The Luttinger–Ward functional for the grand potential

1. Premises and conventions

Hartree atomic units are used (ħ = m = e² = 1, 1 Ha = 27.211 eV), with k_B = 1 and β = 1/T. The fermions occupy spin orbitals a, b, … and the grand Hamiltonian is

K = Σ_ab (h_ab − μδ_ab) c†_a c_b + λV,  V = ½ Σ_abcd v_abcd c†_a c†_b c_d c_c,

with an instantaneous two-body interaction and a coupling constant λ that runs from 0 to 1 at fixed T and μ. The grand potential is Ω_λ = −T ln tr exp(−βK), where tr runs over Fock space. The Green function is G_ab(τ) = −⟨T_τ c_a(τ) c†_b(0)⟩ = T Σ_n exp(−iω_n τ) G_ab(iω_n), with ω_n = (2n+1)πT. The free function obeys G_0⁻¹ = iω_n − h + μ, and Dyson's equation defines the self-energy,

G⁻¹ = G_0⁻¹ − Σ. (1)

The symbol Tr denotes a sum over frequencies and orbitals,

Tr A = T Σ_n exp(iω_n η) Σ_a A_aa(iω_n),  η → 0⁺,

so that Tr G = Σ_a G_aa(τ = 0⁻) = ⟨N⟩. Two premises are made. (i) The state at λ = 1 is reached from the free state with G_λ differentiable in λ. (ii) The perturbation series given by Wick's theorem may be regrouped, either because it converges or because it is read as a formal power series in λ.

The result, due to Luttinger and Ward (1960), is

Ω = Φ[G] − Tr(ΣG) − Tr ln(Σ − G_0⁻¹),  Φ = Σ_n (1/2n) Tr(Σ⁽ⁿ⁾[G] G), (2)

where Σ⁽ⁿ⁾[G] is the sum of the skeleton self-energy diagrams with n interaction lines. The proof shows that both sides agree at λ = 0 and have the same λ derivative.

2. The free gas

In the eigenbasis of h, −G_0⁻¹ = ξ − iω_n with ξ = ε − μ. The Fermi function f(z) = 1/(exp(βz) + 1) has poles at z = iω_n with residue −T. Hence T Σ_n exp(iω_n η) ln(ξ − iω_n) equals −1/(2πi) times the counter-clockwise integral of f(z) exp(zη) ln(ξ − z) around these poles. The product f(z) exp(zη) decays for Re z → ±∞, so the contour can be folded onto the branch cut of the logarithm, z > ξ on the real axis (the sum is understood in the Abel sense, since its terms grow like ln|ω_n|). Below the cut the logarithm has imaginary part +π, above it −π, and

T Σ_n exp(iω_n η) ln(ξ − iω_n) = ∫_ξ^∞ f(x) dx = T ln(1 + exp(−βξ)).

The free grand potential is −T Σ ln(1 + exp(−βξ)) summed over levels, and therefore

Ω_0 = −Tr ln(−G_0⁻¹). (3)

3. The coupling-constant derivative

Differentiating ln tr exp(−βK) and using the cyclic property of tr gives λ dΩ/dλ = ⟨λV⟩. The average follows from the equation of motion ∂_τ c_a = [K, c_a]. For τ < 0, G_aa(τ) = ⟨c†_a(0) c_a(τ)⟩, so −∂_τ Σ_a G_aa(0⁻) = Σ_a ⟨c†_a [c_a, K]⟩. For a normal-ordered operator, Σ_a c†_a [c_a, ·] counts the creation operators: it returns the one-body part once and V twice. In frequency space −∂_τ becomes iω_n, which gives

Tr(iω_n G) = Tr((h − μ)G) + 2⟨λV⟩,  that is  Tr(G_0⁻¹G) = 2⟨λV⟩.

By (1), G_0⁻¹G = 1 + ΣG. The term Tr 1 is proportional to T Σ_n exp(iω_n η), a train of delta functions at η = 0, ±β, …, which vanishes for 0 < η < β. Thus

λ dΩ/dλ = ⟨λV⟩ = ½ Tr(ΣG). (4)

4. Skeleton diagrams and the functional Φ

Wick's theorem and the linked-cluster theorem give the diagram rules. A diagram of order n has n interaction lines and 2n vertices. A self-energy diagram has 2n − 1 fermion lines and, with L′ closed fermion loops, the value (−λ)ⁿ(−1)^L′ times the integrated product of its v and G_0 factors. A closed connected diagram has 2n fermion lines. It comes from the term −T(−λ)ⁿ⟨V…V⟩/n! of Ω − Ω_0; each contraction is −G_0, their number is even, and each of the L loops gives −1, so a single contraction carries the factor −T(−λ)ⁿ(−1)^L/(2ⁿ n!), the 2ⁿ coming from the ½ in V.

A self-energy insertion is a part of a diagram that is attached to the rest by exactly two fermion lines. A skeleton self-energy diagram is one-particle irreducible and contains no insertion. In any irreducible diagram, two insertions that overlap have a union which is again an insertion or a chain of insertions on one line, so the maximal chains are disjoint. Replacing each by a plain line maps every diagram onto exactly one skeleton. Conversely, dressing each line of a skeleton with all chains replaces G_0 by G_0 + G_0ΣG_0 + … = G. By premise (ii),

Σ = Σ_n Σ⁽ⁿ⁾[G],

where Σ⁽ⁿ⁾ is proportional to λⁿ and homogeneous of degree 2n − 1 in G.

Call a closed diagram a skeleton if it stays connected when any two fermion lines are cut. (One cut never disconnects it, because every fermion line lies on a loop.) Mark one line ℓ of a closed diagram and remove it, leaving a self-energy diagram. The claim is that this diagram is a skeleton if and only if the closed one is, whichever line is marked. Suppose the closed diagram falls apart on cutting a pair of lines. If ℓ belongs to the pair, the other line makes the self-energy diagram reducible; if not, ℓ lies in one piece and the other piece is an insertion. Conversely, a reducible self-energy diagram supplies the separating pair (ℓ, ℓ′), and an insertion supplies its own two legs.

Define Φ_n[G] as the sum over all labelled contractions c that form closed skeletons of order n, each with the factor stated above and with G on every line:

Φ_n = (1/(2ⁿ n!)) Σ_c val(c),  val(c) = −T(−λ)ⁿ(−1)^L ∫ Πv ΠG.

Under G → G + δG the first-order change is a sum over pairs (c, ℓ), with δG placed on line ℓ. The 2ⁿ n! relabellings (permutations of the interaction lines and exchanges of their ends) leave the value unchanged. A relabelling that maps a pair (c, ℓ) onto itself must fix the two ends of the directed line ℓ, then the vertices joined to them, and by connectedness every vertex; it is the identity. The pairs therefore fall into classes of exactly 2ⁿ n! members, one class for each distinct skeleton self-energy diagram, and the prefactor cancels. The signs match as well: removing ℓ opens one loop, L′ = L − 1, and −(−1)^L = (−1)^L′. Hence

δΦ_n = Tr(Σ⁽ⁿ⁾ δG),  and for Φ = Σ_n Φ_n,  δΦ = Tr(Σ[G] δG). (5)

This is the meaning of Σ = δΦ/δG; written with indices, Σ_ab(iω_n) = β δΦ/δG_ba(iω_n). Since Φ_n is homogeneous of degree 2n, the choice δG = εG gives

Φ_n = (1/2n) Tr(Σ⁽ⁿ⁾G). (6)

The weight 1/2n thus multiplies the trace of the whole n-th order skeleton self-energy with G. A given closed topology arises from as many self-energy diagrams as it has inequivalent lines, 2n/S for a symmetry group of order S, so its net weight is 1/S.

5. Stationarity

Treat G and Σ as independent matrices and define

Y[G, Σ] = Φ[G] − Tr(ΣG) − Tr ln(Σ − G_0⁻¹).

With δ Tr ln A = Tr(A⁻¹δA), which follows from tr ln A = ln det A at each frequency, and with (5),

δY = Tr{(Σ[G] − Σ) δG} + Tr{((G_0⁻¹ − Σ)⁻¹ − G) δΣ}. (7)

Stationarity in G demands Σ = Σ[G], stationarity in Σ demands Dyson's equation (1). The physical pair obeys both, so δY = 0 there for arbitrary independent δG and δΣ, and in particular along any constraint that contains the physical point. Two constraints are in common use. Imposing (1) identically gives the form of Klein (1961),

Ω_K[G] = Φ[G] − Tr(G_0⁻¹G − 1) − Tr ln(−G⁻¹), (8)

which may equally be read as a functional of Σ through (1), and whose variation is Tr{(Σ[G] − G_0⁻¹ + G⁻¹)δG}. Imposing Σ = Σ[G] gives Ω_LW[G] = Y[G, Σ[G]], whose variation is the second term of (7). Either form departs from Ω only in second order in the deviation of a trial G from the solution.

6. Y equals Ω

Insert the physical G_λ and Σ_λ into Y. By (7) and premise (i) their implicit dependence on λ drops out, and G_0 does not contain λ. What is left is the explicit factor λⁿ in Φ_n:

λ dY/dλ = Σ_n nΦ_n = Σ_n ½ Tr(Σ⁽ⁿ⁾G) = ½ Tr(ΣG),

by (6). This equals λ dΩ/dλ by (4). At λ = 0, Φ and Σ vanish and Y = −Tr ln(−G_0⁻¹) = Ω_0 by (3). Integration from 0 to 1 gives Y = Ω, which is (2).

The same argument applies to μ, which enters Y only through G_0⁻¹: −dΩ/dμ = Tr{(G_0⁻¹ − Σ)⁻¹} = Tr G. It used only (1), (5) and the power λⁿ, so it holds for any subset of closed skeletons kept in Φ, provided the resulting equations are solved self-consistently. In such a Φ-derivable approximation (Baym, 1962) the particle number from Tr G agrees with −dΩ/dμ, and the interaction energy (4) agrees with the λ derivative of Ω.

A solvable case tests the weights. For one orbital with K = U n↑n↓ − (U/2)(n↑ + n↓), direct enumeration of the four states gives Ω = −T ln(2 + 2exp(βU/2)) = −2T ln 2 − U/4 − βU²/32 + O(U⁴). Take the trial function G̃ = 1/iω_n in (8), with G_0⁻¹ = iω_n + U/2. The last term gives −2T ln 2 by (3), the middle term −(U/2)Tr G̃ = −U/2, and Φ_1 = U⟨n↑⟩⟨n↓⟩ = U/4. In second order G̃(τ) = −½ and G̃(−τ) = ½ for 0 < τ < β, so Σ⁽²⁾(τ) = −U²G̃(τ)G̃(τ)G̃(−τ) = (U²/4)G̃(τ), or Σ⁽²⁾ = U²/(4iω_n). With T Σ_n ω_n⁻² = β/4 and two spins, (6) gives Φ_2 = ¼ · 2 · (U²/4)(−β/4) = −βU²/32. The sum reproduces the exact expansion.

7. The ring (GW) functional of the electron gas

For the homogeneous gas in a volume 𝒱, h = k²/2 and v(q) = 4π/q². The q = 0 component is cancelled by the neutralising background, which removes the Hartree diagram. G and Σ are diagonal in k and spin. With k and q now standing for momentum and frequency together (bosonic ν for q), define

P(q) = (2T/𝒱) Σ_k G(k) G(k+q).

Keep, at order n ≥ 2, the closed ring of n two-line loops, and at order 1 the exchange diagram. Cutting a line of the ring leaves n − 1 loops, so the sign is (−1)ⁿ(−1)ⁿ⁻¹ = −1 and, at λ = 1,

Σ⁽ⁿ⁾(k) = −(T/𝒱) Σ_q G(k+q) v(q)[P(q)v(q)]ⁿ⁻¹.

The sum over n ≥ 1 is Σ = −(T/𝒱) Σ_q G W with W = v/(1 − vP), the GW self-energy of Hedin (1965). Closing with G and summing over spin gives Tr(Σ⁽ⁿ⁾G) = −T Σ_q (vP)ⁿ, and with (6) and −Σ_{n≥2} zⁿ/n = ln(1 − z) + z,

Φ = Φ_x + Φ_c,  Φ_x = ½ Tr(Σ⁽¹⁾G),  Φ_c = ½ T Σ_q [ln(1 − vP) + vP]. (9)

Direct variation confirms (5): δΦ_c = −½ T Σ_q (W − v) δP, the two G factors of P contribute equally because W(q) = W(−q), and the result is Tr(Σ_c δG) with Σ_c = Σ − Σ⁽¹⁾.

A simple trial function is the free one with its own chemical potential, G̃⁻¹ = iω_n − k²/2 + ε_F = G_0⁻¹ − Δ, where Δ = μ − ε_F. At T → 0 it holds N = 𝒱k_F³/3π² electrons with ε_F = k_F²/2 and kinetic energy T_s = (3/5)Nε_F. In (8) the last term is T_s − ε_F N by (3) and the middle term is −ΔN, so

Ω_K[G̃] = T_s + Φ[G̃] − μN. (10)

The energy is E = Ω + μN = T_s + Φ[G̃], and stationarity of (10) within this one-parameter family fixes μ = dE/dN. The other form differs. Writing Σ − G_0⁻¹ = −G̃⁻¹(1 − G̃S) with S = Σ[G̃] − Δ gives

Ω_LW[G̃] − Ω_K[G̃] = −Tr[ln(1 − G̃S) + G̃S],

which is of second order in S, as section 5 requires.

With G̃ the frequency sum in P is elementary. For Δ_k = k·q + q²/2, P = −(4/𝒱) Σ_{k<k_F} Δ_k/(ν² + Δ_k²). Put q = 2k_F x, ν = qk_F u, k = k_F p. The angular integral gives P = −(k_F/π²) g with g = (1/4x) ∫_0^1 p ln{[u² + (x+p)²]/[u² + (x−p)²]} dp, and the radial one

g = ½ + [(1 − x² + u²)/8x] ln{[(1+x)² + u²]/[(1−x)² + u²]} − (u/2){arctan[(1+x)/u] + arctan[(1−x)/u]}.

Then y ≡ −vP = κg/x² with κ = 1/(πk_F), and k_F = (9π/4)^(1/3)/r_s = 1.9192/r_s. Replacing T Σ_q by 𝒱 ∫d³q/(2π)³ ∫dν/2π, with q²dq = 8k_F³x²dx and dν = 2k_F²x du, and dividing by N,

ε_c = Φ_c/N = (12k_F²/π) ∫_0^∞ dx x³ ∫_0^∞ du [ln(1 + y) − y], (11)

u_c = Tr(Σ_c G̃)/2N = (12k_F²/π) ∫_0^∞ dx x³ ∫_0^∞ du [y/(1 + y) − y]. (12)

Equation (11) is the random-phase (RPA) correlation energy. Scaling v by λ scales y, and λ d/dλ turns the bracket of (11) into that of (12), so u_c is the correlation part of the interaction energy of this model and t_c = ε_c − u_c its kinetic part. Because k_F² ∝ r_s⁻² and κ ∝ r_s, the same step gives r_s dε_c/dr_s = u_c − 2ε_c. The exchange self-energy is Σ⁽¹⁾(k) = −(2k_F/π)[½ + ((1 − p²)/4p) ln|(1+p)/(1−p)|]; the bracket averages to ¾ over the Fermi sphere, so ε_x = Φ_x/N = −3k_F/4π. Since N d/dN = −(r_s/3) d/dr_s at fixed volume,

Δ = (4/3)ε_x + (5ε_c − u_c)/3.

The rings must be summed before the q integral. The n = 2 term is −y²/2, and as x → 0, g → 1 − u arctan(1/u), whose square integrates over u to π(1 − ln 2)/3. This leaves −(2/π²)(1 − ln 2) ∫dx/x, divergent at small x. The full logarithm cuts it off at x ~ √κ ∝ √r_s and yields ε_c → [(1 − ln 2)/π²] ln r_s = 0.0311 ln r_s Ha at high density, the logarithmic term that the ring sum of Gell-Mann and Brueckner (1957) reproduces.

8. Range of validity

The derivation holds in equilibrium, at T > 0, for fermions with an instantaneous two-body interaction; T = 0 is reached as a limit taken after the volume has become infinite. Premise (i) fails if a phase transition is crossed as λ grows at fixed T and μ. An ordered phase is then treated by adding a small symmetry-breaking field to h and admitting the corresponding components of G, anomalous ones for a superconductor. Premise (ii) is the delicate one. As an identity between power series in λ, (2) is exact. At strong coupling the skeleton series may diverge, or converge to a self-energy that is not the physical one, because the map from G back to G_0 has several branches; Kozik, Ferrero and Georges (2015) showed this for Hubbard models. The functional is stationary, and nothing above makes it a minimum: the energy of a truncated Φ or of a trial G is no bound on the exact one. The thermodynamic consistency of section 6 belongs to the self-consistent solution only. For the Coulomb gas the ring selection is controlled for κ ≪ 1, where it fixes the ln r_s term; at metallic densities it is a model.

9. Illustration: ring Φ at the densities of sodium and aluminium

Sodium is modelled as a homogeneous gas with one electron per atom. A typical room-temperature bcc lattice constant a ≈ 4.29 Å, with two electrons per cube, gives r_s = (3/8π)^(1/3) a/a_0 = 3.99, where a_0 is the Bohr radius. The model takes r_s = 4.00. This rounding is 0.2 per cent in length, which corresponds to about 30 K of warming at the compiled linear expansion coefficient of 71 × 10⁻⁶ K⁻¹ (Wikipedia). For aluminium, a wiring metal, a typical fcc constant a ≈ 4.05 Å with twelve valence electrons per cube gives r_s = (3/48π)^(1/3) a/a_0 = 2.07. Numerical integration of (11) and (12) gives, per electron in Ha (k_F in a_0⁻¹):

quantity | Na model | Al model
r_s | 4.00 | 2.07
k_F | 0.4798 | 0.9271
κ | 0.6634 | 0.3433
ε_F | 0.1151 | 0.4298
T_s/N | 0.0691 | 0.2579
ε_x | −0.1145 | −0.2213
ε_c | −0.0468 | −0.0610
Φ[G̃]/N | −0.161 | −0.282
u_c | −0.074 | −0.099
t_c | 0.027 | 0.038
u_c/ε_c | 1.57 | 1.62
Δ | −0.206 | −0.364

For the sodium model ε_c = −1.27 eV, u_c = −2.0 eV, t_c = 0.73 eV and E/N = −0.0923 Ha; for the aluminium model ε_c = −1.66 eV. The slope r_s dε_c/dr_s = 0.020 Ha shows that the rounding of r_s moves ε_c of the sodium model by 4 × 10⁻⁵ Ha. The free-gas thermal term (π²/4)T²/ε_F at 300 K, with ε_F = 3.13 eV, is 1.9 × 10⁻⁵ Ha, so the T = 0 formulas suffice at the printed precision.

The ratio u_c/ε_c displays the work done by the weight 1/2n. Φ_c collects Σ Φ_n, while ½ Tr(Σ_c G̃) collects Σ nΦ_n. At fixed x and u the ratio of the brackets in (12) and (11) tends to 2 for small y, where the second-order ring dominates, and to 1 for large y, where the alternating higher rings screen it. The values 1.57 and 1.62 lie between, the denser gas nearer to 2. Omitting the weights and taking ½ Tr(Σ_c G̃) for the correlation energy would overstate the model's ε_c by these factors, because it leaves out the kinetic cost t_c.

Two neglected pieces rival ε_c. The first is the only other second-order skeleton, the exchange partner of the n = 2 ring. Evaluated with G̃ and the bare interaction it is independent of density and has the closed form of Onsager, Mittag and Stephen (1966), (ln 2)/6 − 3ζ(3)/4π² = +0.0242 Ha, about half of |ε_c| of the sodium model; higher skeletons that screen its interaction lines cancel part of it. The second is the distance of G̃ from the stationary point, which enters in second order in S, and S is not small at κ of this size. As typical knowledge, not a measurement, the correlation energy of the gas near r_s = 4 is about −0.032 Ha, and self-consistent solutions of the same ring Φ are generally reported close to that value; the model's −0.0468 Ha is thus too negative by nearly half, about 0.015 Ha, and at the density of aluminium it misses in the same direction by roughly 40 per cent. The numbers describe the homogeneous model with ring Φ and free trial function; ion cores and band structure of the real metals are absent from them.